**A J = 9/2 mixing rule for g and χT of tetragonally distorted Pt³⁺**

The table holds the first excitation, the sorted g values of the ground doublet and the powder χT of high-spin 5d⁷ Pt³⁺ among six point charges as the axial distance is scaled, from state-averaged CASSCF(5d) with spin-orbit state interaction (OpenMolcas, ANO-RCC-VDZP, DKH2). The program assigns g∥ and g⊥ from χT at 2 K and tests a two-level rule for the J = 9/2 ground doublet with one fitted constant, followed by Curie and Van Vleck terms. It compares this with the weak spin-orbit ⁴T₁ sum of 13 and with the full Stevens matrix under point-charge scaling. The sum g∥ + 2g⊥ stays within 3.6 % of 14.67, the rule fits g with an rms error of 0.11, and χT is reproduced within about 6 %, worst at the largest elongation. The gap has to be calibrated, since first-order projection from 10Dq gives 1.93 times the computed value and the Stevens matrix misses its variation.

Pt³⁺ among six point charges of −1.7 e, four equatorial at 2.21 Å and two axial at 2.21 Å times the distortion. Computed with OpenMolcas 26.06: state-averaged CASSCF (seven electrons in 5d), spin-orbit state interaction (atomic mean field), DKH2, ANO-RCC-VDZP, point nucleus. The g values are those of the ground doublet; χT is the powder value by Van Vleck's formula.

## Numerical check

```python
# Table: Pt3+ (5d7) among six point charges, OpenMolcas SA-CASSCF(5d) + spin-orbit, ANO-RCC-VDZP, DKH2:
# first excitation, sorted g of the ground doublet, powder chiT versus axial distortion s.
# Tested: hand rule from a J=9/2 doublet (two-level mixing, Curie + Van Vleck), the 4T1 sum 13, a Stevens matrix.
T = {
    'axial_distortion': [0.98, 0.99, 1.06, 1.08, 1.16],
    'gap': [902, 885, 845, 851, 882],  # 1/cm
    'g1': [4.23, 4.57, 2.28, 1.91, 1.42],
    'g3': [6.17, 5.54, 6.07, 6.2, 6.36],
    'chi_2': [2.32, 2.27, 2.47, 2.53, 2.6],  # cm3 K/mol
    'chi_50': [2.51, 2.48, 2.66, 2.71, 2.78],  # cm3 K/mol
    'chi_300': [3.5, 3.5, 3.61, 3.63, 3.66],  # cm3 K/mol
}
import numpy as np
from scipy import constants as K
from scipy.optimize import minimize_scalar as ms
s, gap, g1, g3, c2, c50, c300 = (np.array(T[n], float) for n in ['axial_distortion', 'gap', 'g1', 'g3', 'chi_2', 'chi_50', 'chi_300'])
c0 = K.mu_0*K.N_A*K.physical_constants['Bohr magneton'][0]**2/(3*K.k)/(4e-6*np.pi)
kB = K.k/(K.h*K.c*100); gJ = 4/3; X = 4.5*5.5
# typed from further outputs of the same runs: chiT at 10 and 20 K, J=9/2 levels and quartet terms (1/cm)
sl = (np.array([2.391049, 2.349655, 2.5436, 2.596858, 2.66686])-np.array([2.35018, 2.307122, 2.503859, 2.558162, 2.629905]))/10
lo, hi, tenDq = (884.8+899.7)/2, (3089.9+3094.1)/2, 12162.0-(2*5576.6+5702.9)/3
cur = lambda a, b: 0.25*c0*(a*a+2*b*b)
row = lambda t, v, f: print(t.ljust(34)+' '.join(format(x, f).rjust(8) for x in v))
rms = lambda v: np.sqrt(np.mean(np.square(v)))
C = c2-2*sl; ax = abs(cur(g3, g1)-C) < abs(cur(g1, g3)-C)
gp, gn = np.where(ax, g3, g1), np.where(ax, g1, g3); S = gp+2*gn
print(f'N muB^2/3k = {c0:.5f} cm3 K/mol, k = {kB:.4f} 1/cm per K; table rounding 0.005 in g and chiT')
row('distortion s', s, '.3f'); row('chiT(2 K) minus slope part', C, '.3f')
row('Curie part if largest g is axial', cur(g3, g1), '.3f'); row('Curie part if smallest g is axial', cur(g1, g3), '.3f')
row('g parallel, table', gp, '.2f'); row('g perpendicular, table', gn, '.2f'); row('g par + 2 g perp', S, '.2f')
row('  % from 11 gJ = 14.67', 100*(S/(11*gJ)-1), '+.1f'); row('  % from 4T1 value 13', 100*(S/13-1), '+.1f')
y0 = 2/np.sqrt(140)
def rule(k, x):
    y = y0+k*x; w = 0.5*(1-y/np.sqrt(1+y*y)); return y, w, gJ*(1+6.4*w), gJ*(5-3.2*w)
err = lambda a, b: np.concatenate([a-gp, b-gn])
k = ms(lambda q: rms(err(*rule(q, s-1)[2:])), bounds=(0, 60), method='bounded').x
k3 = ms(lambda q: rms(err(*rule(q, 1-s**-3)[2:])), bounds=(0, 60), method='bounded')
y, w, rp, rn = rule(k, s-1)
print(f'rule: y = {y0:.3f} + k(s-1), k = {k:.1f}, rms g error {rms(err(rp, rn)):.2f}; cubic g = {11*gJ/3:.2f}')
print(f'same rule with 1-s^-3: k = {k3.x:.1f}, rms g error {k3.fun:.2f}')
cs = 1-2*(gp/gJ-1)/6.4
row('k from g par of each row alone', (cs/np.sqrt(1-cs**2)-y0)/(s-1), '.1f'); row('y', y, '.3f'); row('weight w', w, '.3f')
row('g par, rule', rp, '.2f'); row('  rule - table', rp-gp, '+.2f'); row('  error %', 100*(rp/gp-1), '+.1f')
row('g perp, rule', rn, '.2f'); row('  rule - table', rn-gn, '+.2f'); row('  error %', 100*(rn/gn-1), '+.1f')
G = gap.mean(); bound = lambda a, b, d: 2*kB*(c0*gJ**2*X-cur(a, b))/d
print(f'mean gap {G:.0f} 1/cm, rows within {100*(gap.min()/G-1):+.1f} to {100*(gap.max()/G-1):+.1f} %')
row('slope 10-20 K, 1e-3 cm3/mol', 1e3*sl, '.2f'); row('slope if all moment at the gap', 1e3*bound(gp, gn, gap), '.2f')
ratio = sl/bound(gp, gn, gap); eta = ratio.mean(); row(f'ratio (mean eta = {eta:.2f})', ratio, '.2f')
rs = eta*bound(rp, rn, G); row('Curie part, rule', cur(rp, rn), '.3f'); row('slope, rule, 1e-3 cm3/mol', 1e3*rs, '.2f')
for t, c in ((2, c2), (50, c50), (300, c300)):
    p = cur(rp, rn)+rs*t; row(f'chiT {t} K, rule', p, '.2f'); row('  error %', 100*(p/c-1), '+.1f')
row('300 K: table - straight line', c300-(C+300*sl), '+.3f'); row('exp(-gap/kT) at 300 K', np.exp(-gap/(kB*300)), '.3f')
m = np.arange(4.5, -5, -1); Jz = np.diag(m); Jp = np.diag(np.sqrt(X-m[1:]*(m[1:]+1)), 1); Jx = (Jp+Jp.T)/2
O4 = np.diag(35*m**4-(30*X-25)*m**2+3*X*X-6*X)/84; O2 = np.diag(3*m*m-X)/6
P = np.linalg.matrix_power(Jp, 4); O44 = 5*(P+P.T)/2/84
def st(W, x):
    e, v = np.linalg.eigh(-((3+4*x**-5)/7*O4+O44)+W*(1-x**-3)*O2); v = v[:, :2]
    return [2*gJ*np.linalg.eigvalsh(v.T@A@v)[1] for A in (Jz, Jx)]+[e[2]-e[0], e[9]-e[0]]
al = lambda W: np.array([st(W, x) for x in s]).T
W = ms(lambda q: rms(err(*al(q)[:2])), bounds=(0, 30), method='bounded'); a = al(W.x); cu = st(0, 1.0)
print(f'Stevens matrix: rank-2 to rank-4 ratio W = {W.x:.1f}, rms g error {W.fun:.2f}')
row('  g par, Stevens - table', a[0]-gp, '+.2f'); row('  g perp, Stevens - table', a[1]-gn, '+.2f')
row('  g par + 2 g perp, Stevens', a[0]+2*a[1], '.2f')
u = (a[2]@gap)/(a[2]@a[2]); row(f'  gap error %, scale {u:.0f} 1/cm', 100*(u*a[2]/gap-1), '+.1f')
print(f'cubic levels {cu[2]:.2f}, {cu[3]:.2f} units, ratio {cu[3]/cu[2]:.2f}; s=0.990: {lo:.0f}, {hi:.0f} 1/cm, ratio {hi/lo:.2f}')
print(f'10Dq at 0.990 = {tenDq:.0f} 1/cm; first-order gap {cu[2]*tenDq/60:.0f} 1/cm = {cu[2]*tenDq/60/lo:.2f} x computed')
print(f'4A2-4E splitting over |1-s^-3|: {139.5/abs(1-s[1]**-3):.0f} (0.990), {925.7/(1-s[3]**-3):.0f} (1.080) 1/cm')
assert np.all(abs(cur(gp, gn)-C) < 0.02) and list(ax) == list(s < 1)
assert np.all(np.diff(gp) < 0) and np.all(np.diff(gn) > 0)
assert np.all(abs(S-11*gJ) < abs(S-13)) and np.all(abs(S/(11*gJ)-1) < 0.05)
assert np.all(ratio < 1)
```

Output:

```
N muB^2/3k = 0.12505 cm3 K/mol, k = 0.6950 1/cm per K; table rounding 0.005 in g and chiT
distortion s                         0.980    0.990    1.060    1.080    1.160
chiT(2 K) minus slope part           2.312    2.261    2.462    2.522    2.593
Curie part if largest g is axial     2.309    2.265    1.477    1.430    1.391
Curie part if smallest g is axial    2.940    2.572    2.466    2.517    2.592
g parallel, table                     6.17     5.54     2.28     1.91     1.42
g perpendicular, table                4.23     4.57     6.07     6.20     6.36
g par + 2 g perp                     14.63    14.68    14.42    14.31    14.14
  % from 11 gJ = 14.67                -0.2     +0.1     -1.7     -2.4     -3.6
  % from 4T1 value 13                +12.5    +12.9    +10.9    +10.1     +8.8
rule: y = 0.169 + k(s-1), k = 16.4, rms g error 0.11; cubic g = 4.89
same rule with 1-s^-3: k = 5.8, rms g error 0.16
k from g par of each row alone        15.2     15.5     17.8     19.4     29.5
y                                   -0.159    0.005    1.155    1.483    2.797
weight w                             0.579    0.498    0.122    0.085    0.029
g par, rule                           6.27     5.58     2.37     2.06     1.58
  rule - table                       +0.10    +0.04    +0.09    +0.15    +0.16
  error %                             +1.7     +0.7     +4.2     +8.0    +11.4
g perp, rule                          4.20     4.54     6.15     6.30     6.54
  rule - table                       -0.03    -0.03    +0.08    +0.10    +0.18
  error %                             -0.8     -0.6     +1.3     +1.6     +2.9
mean gap 873 1/cm, rows within -3.2 to +3.3 %
slope 10-20 K, 1e-3 cm3/mol           4.09     4.25     3.97     3.87     3.70
slope if all moment at the gap        4.92     5.08     4.99     4.88     4.59
ratio (mean eta = 0.81)               0.83     0.84     0.80     0.79     0.81
Curie part, rule                     2.331    2.264    2.538    2.616    2.754
slope, rule, 1e-3 cm3/mol             4.10     4.19     3.83     3.73     3.55
chiT 2 K, rule                        2.34     2.27     2.55     2.62     2.76
  error %                             +0.8     +0.1     +3.1     +3.7     +6.2
chiT 50 K, rule                       2.54     2.47     2.73     2.80     2.93
  error %                             +1.1     -0.3     +2.6     +3.4     +5.5
chiT 300 K, rule                      3.56     3.52     3.69     3.74     3.82
  error %                             +1.8     +0.6     +2.2     +2.9     +4.4
300 K: table - straight line        -0.038   -0.037   -0.044   -0.053   -0.041
exp(-gap/kT) at 300 K                0.013    0.014    0.017    0.017    0.015
Stevens matrix: rank-2 to rank-4 ratio W = 6.4, rms g error 0.10
  g par, Stevens - table             +0.17    +0.04    +0.13    +0.12    -0.10
  g perp, Stevens - table            -0.11    -0.04    -0.09    -0.09    -0.05
  g par + 2 g perp, Stevens          14.58    14.65    14.36    14.24    13.94
  gap error %, scale 67 1/cm         +13.8    +16.9     -6.0    -12.6    -29.8
cubic levels 15.82, 54.18 units, ratio 3.42; s=0.990: 892, 3092 1/cm, ratio 3.47
10Dq at 0.990 = 6543 1/cm; first-order gap 1725 1/cm = 1.93 x computed
4A2-4E splitting over |1-s^-3|: 4557 (0.990), 4490 (1.080) 1/cm
```
